**Can these ionisation energies of calcium ions be estimated on paper?**

I have been looking at the energy needed to pull one electron off Ca ions of different charge. It is of order 100 eV while the third shell is being emptied, of order 1000 eV for the second shell and about 5000 eV for the last two electrons.

Ionisation energies of Ca ions as total-energy differences, from PySCF 2.14.0 with two-component X2C-1e, a Gaussian nucleus and even-tempered bases up to f, scaled to each ion. GHF uses one spinor determinant per state; GMP2 adds second-order correlation with the listed electrons frozen. Spin-free omits spin-orbit coupling; screened-SO adds its one-electron term with screened-nucleus factors.

| species | electrons | configuration | final configuration | frozen electrons | GHF spin-free (eV) | GMP2 spin-free less GHF spin-free (eV) | GHF screened-SO less GHF spin-free (eV) | GMP2 screened-SO less GHF spin-free (eV) | tabulated (eV) | kind of the tabulated value |
| --- | --- | --- | --- | --- | --- | --- | --- | --- | --- | --- |
| Ca2+ | 18 | [Ar] | [Ne] 3s2 (3p1/2)2 (3p3/2)3 | 2 | 49.86 | 0.68 | -0.14 | 0.54 | 50.9132 | measured |
| Ca5+ | 15 | [Ne] 3s2 (3p1/2)2 (3p3/2)1 | [Ne] 3s2 (3p1/2)2 | 2 | 107.30 | 0.46 | -0.19 | 0.27 | 108.78 | semi-empirical |
| Ca7+ | 13 | [Ne] 3s2 (3p1/2)1 | [Ne] 3s2 | 2 | 146.62 | 0.39 | 0.36 | 0.77 | 147.24 | measured |
| Ca8+ | 12 | [Ne] 3s2 | [Ne] (3s1/2)1 | 2 | 186.25 | 1.83 | 0.00 | 1.83 | 188.54 | semi-empirical |
| Ca9+ | 11 | [Ne] (3s1/2)1 | [Ne] | 2 | 210.73 | 0.53 | 0.00 | 0.53 | 211.275 | semi-empirical |
| Ca10+ | 10 | [Ne] | [He] 2s2 (2p1/2)2 (2p3/2)3 | 0 | 591.21 | 1.44 | -1.29 | 0.15 | 591.6 | semi-empirical |
| Ca11+ | 9 | [He] 2s2 (2p1/2)2 (2p3/2)3 | [He] 2s2 (2p1/2)2 (2p3/2)2 | 0 | 656.91 | 1.47 | -0.40 | 1.07 | 658.2 | semi-empirical |
| Ca13+ | 7 | [He] 2s2 (2p1/2)2 (2p3/2)1 | [He] 2s2 (2p1/2)2 | 0 | 820.52 | 0.26 | -1.76 | -1.56 | 817.2 | semi-empirical |
| Ca15+ | 5 | [He] 2s2 (2p1/2)1 | [He] 2s2 | 0 | 972.15 | -0.27 | 3.19 | 2.91 | 973.7 | semi-empirical |
| Ca16+ | 4 | [He] 2s2 | [He] (2s1/2)1 | 0 | 1081.15 | 3.73 | 0.00 | 3.74 | 1086.8 | semi-empirical |
| Ca17+ | 3 | [He] (2s1/2)1 | 1s2 | 0 | 1157.85 | 0.16 | 0.00 | 0.16 | 1157.73 | theoretical |
| Ca18+ | 2 | 1s2 | (1s1/2)1 | 0 | 5130.41 | 1.25 | 0.00 | 1.25 | 5128.86 | theoretical |
| Ca19+ | 1 | (1s1/2)1 | bare nucleus | 0 | 5471.55 | n/a | 0.00 | n/a | 5469.86 | theoretical |

That looks like hydrogen with a screened nucleus. Is there a rule with a few constants that gets such values by hand, how accurate is it, and where does it stop working?

**Answer**

The sizes to remember are these. Going inwards, the change of shell multiplies the energy by 2.8 from the third to the second and by 4.4 from the second to the first, each further electron in the same shell takes about 0.7 off the effective charge, and correlation and spin-orbit coupling together move a value by about 1 % or less. A screening rule with three constants can therefore ignore the last two and still land within 1 to 2 % on typical rows.

The small effects can be read from the three difference columns, each of which is measured from "GHF spin-free", the mean-field value. The second-order (GMP2) correlation shift is largest in relative terms for Ca2+, at 1.4 % of the mean-field value, and is below 1 % in the other rows. The spin-orbit shift peaks at 0.33 % for Ca15+, where removing the lone p1/2 electron costs 3.19 eV more; the screened-nucleus factors tend to overshoot such splittings. The shell jumps already sit in the spin-free column, so a spin-free mean field already contains almost everything.

**The rule.** Give each of the $k$ electrons in the outer shell $n$ a hydrogen-like energy. Each sees the nuclear charge $Z=20$ less the screening by inner shells, which leaves $Z_0$, and less $a$ for each of its $k-1$ partners:

$$E_k=-\frac{Ry}{n^2}\,k\,[Z_0-(k-1)a]^2,\qquad Z_0=Z-b\,N_{n-1}-N_{\rm deep}.$$

Here $Ry$ is the Rydberg energy, about 13.6 eV, $N_{n-1}$ counts the electrons one shell further in, each screening by $b$, and $N_{\rm deep}$ counts those still deeper, taken to screen fully. The whole shell is given the $Z_0$ of the kind of electron being removed, which is a simplification.

The ionisation energy is a difference of totals, as in the calculation. With $x=Z_0-(k-1)a$, the $k-1$ electrons left behind see $x+a$, and $kx^2-(k-1)(x+a)^2$ rearranges to

$$IE=\frac{Ry}{n^2}\,F\,f,\qquad F=[Z_0-2(k-1)a]^2-k(k-1)a^2 .$$

The factor 2 is the physical content of this step. The shell energy shares the repulsion of each pair equally between its two electrons, so $a$ stands for only half of it. When one of the two leaves, the whole repulsion is released. With Slater's $a=0.35$ each partner therefore removes 0.70 from the effective charge, and the last term of $F$ removes a little more.

The tabulated values, which are NIST's, agree with this. Define $Z_{\rm eff}=n\sqrt{IE/Ry}$ from them: it falls from 16.92 at Ca15+ to 13.19 at Ca10+. That is a drop of 3.73 over five added 2p electrons, or 0.75 each, about twice Slater's single screening constant.

The factor $f$ is the leading Dirac correction, $f=1+\alpha^2(F/n^2)(n/|\kappa|-3/4)$, with $\alpha$ the fine-structure constant and $1/|\kappa|$ equal to 1 for s and 2/3 as the average over p. It matters most for 1s. For Ca19+ the plain $Ry\,Z^2$ is 5442.28 eV and the full Dirac formula gives 5471.57 eV, half a per cent more. The calculation lies 1.69 eV above the tabulated value there, essentially because it has no QED terms, and the rule shares most of that excess.

**The constants.** Slater's textbook set ($a=0.35$, $b=0.85$, 0.30 for 1s, no factor $f$) needs no fit and is within about 1.0 % of the tabulated value on all four 2p rows. On the two 3s rows it is 10 to 12 % too low. For Ca9+ it is just as far below spin-free GHF, by 10.0 %, so the miss belongs to the mean field. The standard explanation is penetration: an s orbital has inner lobes inside the shell beneath it and is screened less than a p orbital, which the centrifugal barrier keeps further out.

The cure is to split $b$ into $b_s$ and $b_p$ by the electron removed. I searched the two-decimal values of $a$, $b_s$, $b_p$ in a range around Slater's for the smallest sum of squared percentage errors against the tabulated values of all thirteen rows. The result is

$$a=0.35,\qquad b_s=0.77,\qquad b_p=0.84 .$$

For 1s no constant is fitted: $a=5/16$ is the variational result for a 1s² pair. The order $b_s<b_p$ is what penetration argues for, but $b$ trades against the deep screening fixed at 1, so the values themselves are working constants and not measured properties of the shells.

**Ca10+, removing a 2p electron from the neon shell.** Here $n=2$, $k=8$, two electrons lie one shell in and none deeper.

$$Z_0=20-2(0.84)=18.32,\qquad 18.32-14(0.35)=13.42,$$
$$F=180.10-56(0.35)^2=180.10-6.86=173.24,$$
$$IE=3.4014\times173.24\times1.0013=590.0\ \text{eV}.$$

The tabulated value is 591.6 eV, so the estimate is 0.3 % low. This row was part of the fit, and it does much to pin $a$, which enters fourteen times. With the constants chosen from the other twelve rows the estimate is 2.0 % low, and that is the fairer figure for a prediction.

**Ca9+, removing the lone 3s electron.** Now $n=3$, $k=1$, with eight electrons one shell in and two deeper.

$$Z_0=20-8(0.77)-2=11.84,\qquad F=140.19,$$
$$IE=1.5117\times140.19\times1.0019=212.3\ \text{eV}.$$

This is 0.5 % above the tabulated 211.275 eV, and it stays so when the row is left out of the fit, since Ca8+ then fixes $b_s$. The textbook constants give 189.6 eV. Set beside Ca10+, the pair shows where the jump by a factor 2.80 comes from: $1/n^2$ supplies 9/4, and the larger $F$ supplies the rest.

The Ca9+ estimate also shows why $b_s$ matters so much for 3s; for 2s it matters less. Since $IE\propto Z_{\rm eff}^2$, an error $\delta$ in the charge gives a relative error $2\delta/Z_{\rm eff}$, which for Ca9+ is 1.7 % per 0.1. Going from 0.85 to 0.77 for eight inner electrons shifts the charge by 0.64, about 11 % in energy. A 2s electron has only two inner electrons and a larger charge, so the textbook set misses Ca17+ by just 1.6 %.

**Accuracy.** Over the thirteen rows the rms error against the tabulated values is 1.1 %, against 4.8 % for the textbook set. With each row predicted from the other twelve it is 1.7 %. That last figure splits into about 1 % for the second shell and 2.4 % for the third, while the two 1s rows are good to a few hundredths of a per cent. Only the Ca2+ and Ca7+ references are measured; the rest are semi-empirical or theoretical.

The calculations do better, though not by an order of magnitude: the rms error is 0.80 % for spin-free GHF and 0.43 % for GMP2 with screened spin-orbit coupling. GMP2 is weakest in relative terms at Ca2+ and Ca5+, each about 1 % low. It also puts Ca16+ 1.91 eV low and Ca15+ high, the pattern expected if the near-degeneracy of 2s² and 2p² is poorly treated at second order, a standard cause that is untested here. The basis changes from row to row and high virtual spinors are dropped, so a tiny residual such as that of Ca9+ is no proof of accuracy.

**Where the rule fails.** The worst fitted row is Ca5+, 3.4 % low, and its 2p counterpart Ca13+ is 0.6 % low. Both have a half-filled p shell. The printed jj occupation is only nominal: the same calculation gives $S^2=3.74$ for Ca5+, against 3.75 for a pure quartet with three parallel spins. Electrons of parallel spin avoid each other and repel less, which a single $a$ ignores.

Theory gives the pattern. Taking an electron from the Hund ground term of p¹ to p⁶ destroys 0, 1, 2, 0, 1, 2 parallel pairs. The steady fall that $a$ describes is thus overlaid with a sawtooth that leaves p³ high. Exchange scales with the charge in the same way as screening, so it enters as $+cm$ inside the square bracket of $F$, with $m$ the number of pairs lost.

The same search with four constants gives $c=0.05$ and brings Ca5+ to 1.2 % low. The support for it is thin, because with Ca5+ left out of the fit its error stays at 3.4 %, and the left-out rms only falls to 1.4 %. The sign is argued by theory; the size rests largely on one row and trades against $a$. The 2p rows do carry its mark, though. From the tabulated values, $Z_{\rm eff}$ falls by 1.42 over the two electrons from p¹ to p³, by 1.59 over the two from p³ to p⁵ and by 0.72 from p⁵ to p⁶. The fall per electron is steepest just past the half-filled shell, as the pair count predicts. In the runs with spin-orbit coupling the final states of Ca5+ and Ca13+ also mix J levels, a separate and smaller error.

That mixing shows in $J^2$, which lies between 1 and 2 in both final states where the ³P₀ level has 0. An admixture of higher levels lifts the final state and raises the computed energy. This fits Ca13+, where GMP2 screened-SO is 1.76 eV above the tabulated value. In Ca5+ the whole spin-orbit shift is only 0.19 eV, so the mixing matters little there, and the GMP2 value is 1.21 eV too low for other reasons. The rule is unaffected, because it was fitted to the tabulated column.

The other limit is low charge. At Ca2+ the effective charge is only 5.80, a small difference between 20 and a large screening, and an error of 0.1 in it costs 3.4 %. The fitted error of 0.5 % there flatters the rule, for the row predicted from the others comes out 3.6 % high. The constants were set on s and p electrons of one element up to $n=3$, and the rule is most trustworthy where few electrons screen a large charge, with half-filled and full 3p shells as its weakest rows.
